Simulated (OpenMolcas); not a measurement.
# How methods differ on GeSiH5 (SMILES [SiH2][GeH3])

GeSiH5: 7 atoms, total charge 0, spin state doublet. SMILES: `[SiH2][GeH3]`. Geometry: relaxed at PBE0-D4/def2-TZVP.

Quantity: the dipole moment, in D. The values are calculated.

| level | kind | program | value (D) | CPU time |
| --- | --- | --- | --- | --- |
| USVWN5/aug-cc-pVDZ | LDA | OpenMolcas | 0.11 | 52 s |
| U-revPBE/aug-cc-pVDZ | GGA | OpenMolcas | 0.07 | 77 s |
| UBLYP/aug-cc-pVDZ | GGA | OpenMolcas | 0.04 | 74 s |
| U-r2SCAN/aug-cc-pVDZ | meta-GGA | OpenMolcas | 0.04 | 99 s |
| UM06-L/aug-cc-pVDZ | meta-GGA | OpenMolcas | 0.11 | 2 min |
| UTPSS/aug-cc-pVDZ | meta-GGA | OpenMolcas | 0.02 | 1.8 min |
| UBHLYP/aug-cc-pVDZ | global hybrid | OpenMolcas | 0.02 | 87 s |
| UM06-2X/aug-cc-pVDZ | hybrid meta-GGA | OpenMolcas | 0.08 | 1.7 min |

All-electron rows without a relativistic Hamiltonian named are non-relativistic. The values span 0.02 to 0.11 D. Magnitudes only. Times are those of the runs behind each value, whatever else they computed, on shared processors of several kinds: orders of magnitude only.

All eight functionals describe this silicon-centred radical as almost non-polar, with a dipole moment between 0.02 and 0.11 D. Silicon and germanium have similar electronegativities, so the Si–Ge bond is only weakly polarised. The Si–H and Ge–H bonds carry modest dipoles with hydrogen at the negative end, and those of the two end groups largely oppose each other. The singly occupied orbital on the pyramidal silicon adds a further contribution, and the small total is probably what remains after these terms nearly cancel.

That cancellation makes the relative spread look dramatic, although the absolute differences are tiny and may reflect slight shifts in how each functional distributes density between the two ends. The spread does not follow the class of functional: the meta-GGAs alone cover the whole range, and LDA coincides with M06-L at the top, while TPSS coincides with BHLYP at the bottom. Equal magnitudes need not mean equal densities, since for so small a dipole even the direction could differ between functionals.
